**Term energy and the zigzag error of LB94 eigenvalues in sulfur ions**

The table holds minus the highest Kohn-Sham eigenvalue of S to S15+ from spherical, spin-unpolarised Dirac calculations with the LB94 model potential, beside NIST ionisation energies. The program splits the error of the p-shell rows into a smooth background, a first-order spin-orbit part and the ground-term energy counted in units of the Slater integral $F^2$, and it also tests a fixed fractional error taken from S15+ against the Dirac formula. For the six 2p rows the rms misfit about a straight line falls from 3.36 eV to 0.33 eV when term and spin-orbit parts are both removed with $F^2$ unadjusted, while the spin-orbit part alone makes it worse. The fixed fraction matches S6+ but fails for S4+, S5+ and S12+ and gives little of the step from S8+ to S9+. The 3p rows follow the same counting with a fitted $F^2$, a weaker test.

Sulfur atom and ions, S to S15+, in the radks radial solver (version 1) with Libxc: all-electron Dirac Kohn-Sham, LB94 model potential, no spin polarisation, spherical densities, finite (Fermi) nucleus. Ground configurations are those NIST lists, with j = l − 1/2 subshells filled first. Minus the highest occupied eigenvalue serves as an estimate of the ionisation energy.

## Program and output

```python
# Table: minus the highest Kohn-Sham eigenvalue (eV) of sulfur ions, radks, Dirac LB94, spherical,
# spin-unpolarised, against NIST ionisation energies. Tested: error = smooth background
# + spin-orbit counting + missing ground-term (F2) energy; also a fixed fraction taken from S15+.
T = {
    'ion': ['S', 'S+', 'S2+', 'S3+', 'S4+', 'S5+', 'S6+', 'S7+', 'S8+', 'S9+', 'S10+', 'S11+', 'S12+', 'S13+', 'S14+', 'S15+'],
    'Z': [16, 16, 16, 16, 16, 16, 16, 16, 16, 16, 16, 16, 16, 16, 16, 16],
    'charge': [0, 1, 2, 3, 4, 5, 6, 7, 8, 9, 10, 11, 12, 13, 14, 15],  # e
    'N': [16, 15, 14, 13, 12, 11, 10, 9, 8, 7, 6, 5, 4, 3, 2, 1],
    'configuration': ['[Ne] 3s2 3p4', '[Ne] 3s2 3p3', '[Ne] 3s2 3p2', '[Ne] 3s2 3p1', '[Ne] 3s2', '[Ne] 3s1', '[He] 2s2 2p6', '[He] 2s2 2p5', '[He] 2s2 2p4', '[He] 2s2 2p3', '[He] 2s2 2p2', '[He] 2s2 2p1', '[He] 2s2', '[He] 2s1', '1s2', '1s1'],
    'minus_highest_eigenvalue': [11.479, 21.858, 33.764, 46.838, 73.404, 89.523, 275.52, 325.51, 378.35, 433.95, 493.96, 554.79, 645.93, 701.14, 3192.5, 3427.3],  # eV
    'highest_level_mean_radius': [2.0546, 1.8868, 1.7493, 1.6404, 1.4475, 1.3815, 0.43615, 0.41987, 0.40495, 0.39118, 0.37666, 0.36475, 0.41325, 0.40466, 0.095811, 0.093896],  # bohr
    'highest_level': ['3p3/2', '3p3/2', '3p1/2', '3p1/2', '3s1/2', '3s1/2', '2p3/2', '2p3/2', '2p3/2', '2p3/2', '2p1/2', '2p1/2', '2s1/2', '2s1/2', '1s1/2', '1s1/2'],
    'nist': [10.36001, 23.33788, 34.86, 47.222, 72.5945, 88.0529, 280.954, 328.794, 379.84, 447.7, 504.55, 564.41, 651.96, None, None, None],  # eV
    'nist_kind': ['measured', 'measured', 'semi-empirical', 'semi-empirical', 'measured', 'measured', 'measured', 'measured', 'semi-empirical', 'semi-empirical', 'semi-empirical', 'semi-empirical', 'semi-empirical', None, None, None],
    'nist_unc': [0.00012, 0.00025, 0.04, 0.012, 0.0004, 0.0004, 0.007, 0.007, 0.21, 0.3, 0.12, 0.05, 0.12, None, None, None],  # eV
    'error': [1.12, -1.48, -1.1, -0.384, 0.809, 1.47, -5.43, -3.29, -1.49, -13.8, -10.6, -9.62, -6.03, None, None, None],  # eV
}
import numpy as np
from scipy.constants import alpha, physical_constants as pc
ion, E, R, I, U = T['ion'], T['minus_highest_eigenvalue'], T['highest_level_mean_radius'], T['nist'], T['nist_unc']
sh = [c.split()[-1] for c in T['configuration']]
ok = [i for i in range(len(ion)) if I[i] is not None]
err = {i: E[i] - I[i] for i in ok}
ix = ion.index
rms = lambda v: float(np.sqrt(np.mean(np.square(v))))
print("ion shell level, error eV, error %, table uncertainty eV (computed values rounded to 0.005 eV or finer)")
for i in ok:
    print(f"{ion[i]:5s}{sh[i]} {T['highest_level'][i]} {err[i]:+7.2f} {100*err[i]/I[i]:+6.2f} {U[i]}")
mc2 = pc['electron mass energy equivalent in MeV'][0]*1e6
za = 16*alpha
D = mc2*(1 - np.sqrt(1 - za**2))
f = (E[ix('S15+')] - D)/D
print(f"S15+: point Dirac {D:.1f} eV, computed less Dirac {f*D:+.1f} eV = {100*f:+.2f} %; QED scale {alpha/np.pi*za**4*mc2:.1f} eV times a few")
# typed from further outputs of the same runs: S15+ F0(1s,1s), 2s1/2 and 2p1/2 levels
print(f"S15+: deficit / F0(1s,1s) = {-f*D/271.914:.2f}; empty 2s1/2 lies {852.358-849.093:.2f} eV below 2p1/2")
print("S15+ fraction applied, predicted/actual error eV: " + ", ".join(f"{s} {f*I[ix(s)]:+.2f}/{err[ix(s)]:+.2f}" for s in ['S4+', 'S5+', 'S6+', 'S12+']))
# further outputs: 2p splitting against 2p3/2 radius (S15+, S8+, S4+); 3p splitting in S; F2(2p,2p) and radius in S4+
r2, s2 = [0.316555, 0.404954, 0.437931], [849.093-846.243, 379.903-378.35, 232.655-231.331]
s3, C2 = 11.5714-11.4789, 26.3366*0.437931
d = {0: 0, 1: 0, 2: -3/25, 3: -9/25, 4: -3/25, 5: 0, 6: 0}   # ground term less average, units of F2
g = {0: 0, 1: -1, 2: -1, 3: 0, 4: -.5, 5: -.5, 6: 0}          # ground level less term, units of zeta
def zeta(i):
    if sh[i][:2] == '2p':
        return 2/3*np.exp(np.interp(np.log(R[i]), np.log(r2), np.log(s2)))
    return 2/3*s3*(R[0]/R[i])**2 if sh[i][:2] == '3p' else 0.0
def parts(rows):
    n = np.array([int(sh[i][2]) for i in rows])
    t = np.array([d[k]/R[i] - d[k-1]/R[i+1] for i, k in zip(rows, n)])
    so = np.array([(1 if k < 3 else -.5)*zeta(i) + g[k]*zeta(i) - g[k-1]*zeta(i+1) for i, k in zip(rows, n)])
    return n, t, so, np.array([err[i] for i in rows])
def fit(cols, y):
    A = np.column_stack(cols)
    c = np.linalg.lstsq(A, y, rcond=None)[0]
    return c, y - A @ c
p2 = [i for i in ok if sh[i][:2] == '2p']
n, t, so, y = parts(p2)
one = np.ones(len(n))
print("2p rises S6+ to S11+, computed eV:", np.round(np.diff([E[i] for i in p2]), 2))
print("2p rises S6+ to S11+, table eV:   ", np.round(np.diff([I[i] for i in p2]), 2))
print("2p rows: F2 eV, zeta eV, term part eV, spin-orbit part eV, remainder eV, remainder %")
for j, i in enumerate(p2):
    m = y[j] - C2*t[j] - so[j]
    print(f"{ion[i]:5s}{C2/R[i]:6.2f} {zeta(i):5.2f} {C2*t[j]:+6.2f} {so[j]:+6.2f} {m:+6.2f} {100*m/I[i]:+6.2f}")
for name, yy in [("line only", y), ("line + spin-orbit", y - so), ("line + term", y - C2*t), ("line + both", y - so - C2*t)]:
    c, r = fit([one, n], yy)
    print(f"2p {name}: slope {c[1]:+.2f} eV/electron, rms {rms(r):.2f} eV, worst {ion[p2[np.argmax(abs(r))]]} {r[np.argmax(abs(r))]:+.2f}")
cf, r = fit([one, n, C2*t], y - so)
print(f"2p both, factor on F2 fitted {cf[2]:.2f}: rms {rms(r):.2f} eV, residuals", np.round(r, 2))
st, su = y[3] - y[2], np.hypot(U[p2[2]], U[p2[3]])
print(f"step S8+ to S9+: actual {st:+.2f} +- {su:.2f}, term {C2*(t[3]-t[2]):+.2f}, spin-orbit {so[3]-so[2]:+.2f}, S15+ fraction {f*(I[p2[3]]-I[p2[2]]):+.2f} eV")
print(f"step S9+ to S10+ (level switch): actual {y[4]-y[3]:+.2f}, term {C2*(t[4]-t[3]):+.2f}, spin-orbit {so[4]-so[3]:+.2f} eV")
assert st < -10 and so[3] - so[2] > 0
assert 0.75 < cf[2] < 1.15
p3 = [i for i in ok if sh[i][:2] == '3p']
n, t, so, y = parts(p3)
c, r = fit([np.ones(4), t], y - so)
print(f"3p: step S to S+ {y[1]-y[0]:+.2f} eV, spin-orbit part of it {so[1]-so[0]:+.2f} eV; rms about a constant {np.std(y):.2f} eV")
print(f"3p constant {c[0]:+.2f} eV + term: fitted F2 in S {c[1]/R[0]:.2f} eV, F2*r {c[1]:.1f} (2p {C2:.1f}) eV bohr")
print(f"3p rms {rms(r):.2f} eV, residuals S to S3+", np.round(r, 2))
assert err[ix('S4+')] > 0 > err[ix('S12+')] and f < 0
assert all(abs(err[i]) > U[i] for i in ok)
```

Printed output:

```
ion shell level, error eV, error %, table uncertainty eV (computed values rounded to 0.005 eV or finer)
S    3p4 3p3/2   +1.12 +10.80 0.00012
S+   3p3 3p3/2   -1.48  -6.34 0.00025
S2+  3p2 3p1/2   -1.10  -3.14 0.04
S3+  3p1 3p1/2   -0.38  -0.81 0.012
S4+  3s2 3s1/2   +0.81  +1.12 0.0004
S5+  3s1 3s1/2   +1.47  +1.67 0.0004
S6+  2p6 2p3/2   -5.43  -1.93 0.007
S7+  2p5 2p3/2   -3.28  -1.00 0.007
S8+  2p4 2p3/2   -1.49  -0.39 0.21
S9+  2p3 2p3/2  -13.75  -3.07 0.3
S10+ 2p2 2p1/2  -10.59  -2.10 0.12
S11+ 2p1 2p1/2   -9.62  -1.70 0.05
S12+ 2s2 2s1/2   -6.03  -0.92 0.12
S15+: point Dirac 3495.0 eV, computed less Dirac -67.7 eV = -1.94 %; QED scale 0.2 eV times a few
S15+: deficit / F0(1s,1s) = 0.25; empty 2s1/2 lies 3.26 eV below 2p1/2
S15+ fraction applied, predicted/actual error eV: S4+ -1.41/+0.81, S5+ -1.71/+1.47, S6+ -5.44/-5.43, S12+ -12.63/-6.03
2p rises S6+ to S11+, computed eV: [49.99 52.84 55.6  60.01 60.83]
2p rises S6+ to S11+, table eV:    [47.84 51.05 67.86 56.85 59.86]
2p rows: F2 eV, zeta eV, term part eV, spin-orbit part eV, remainder eV, remainder %
S6+   26.44  0.89  +0.00  +0.04  -5.47  -1.95
S7+   27.47  0.96  +3.42  -0.44  -6.26  -1.90
S8+   28.48  1.04  +7.20  -1.04  -7.65  -2.01
S9+   29.48  1.13  -6.94  +0.67  -7.48  -1.67
S10+  30.62  1.24  -3.67  +1.34  -8.26  -1.64
S11+  31.62  1.34  +0.00  +0.00  -9.62  -1.70
2p line only: slope +1.57 eV/electron, rms 3.36 eV, worst S9+ -5.60
2p line + spin-orbit: slope +1.77 eV/electron, rms 3.93 eV, worst S8+ +6.12
2p line + term: slope +0.56 eV/electron, rms 1.00 eV, worst S8+ -1.61
2p line + both: slope +0.76 eV/electron, rms 0.33 eV, worst S8+ -0.57
2p both, factor on F2 fitted 0.93: rms 0.14 eV, residuals [-0.09  0.19 -0.1  -0.11  0.19 -0.09]
step S8+ to S9+: actual -12.26 +- 0.37, term -14.14, spin-orbit +1.71, S15+ fraction -1.31 eV
step S9+ to S10+ (level switch): actual +3.16, term +3.27, spin-orbit +0.67 eV
3p: step S to S+ -2.60 eV, spin-orbit part of it +0.11 eV; rms about a constant 0.99 eV
3p constant -0.32 eV + term: fitted F2 in S 5.32 eV, F2*r 10.9 (2p 11.5) eV bohr
3p rms 0.10 eV, residuals S to S3+ [ 0.06  0.13 -0.12 -0.06]
```
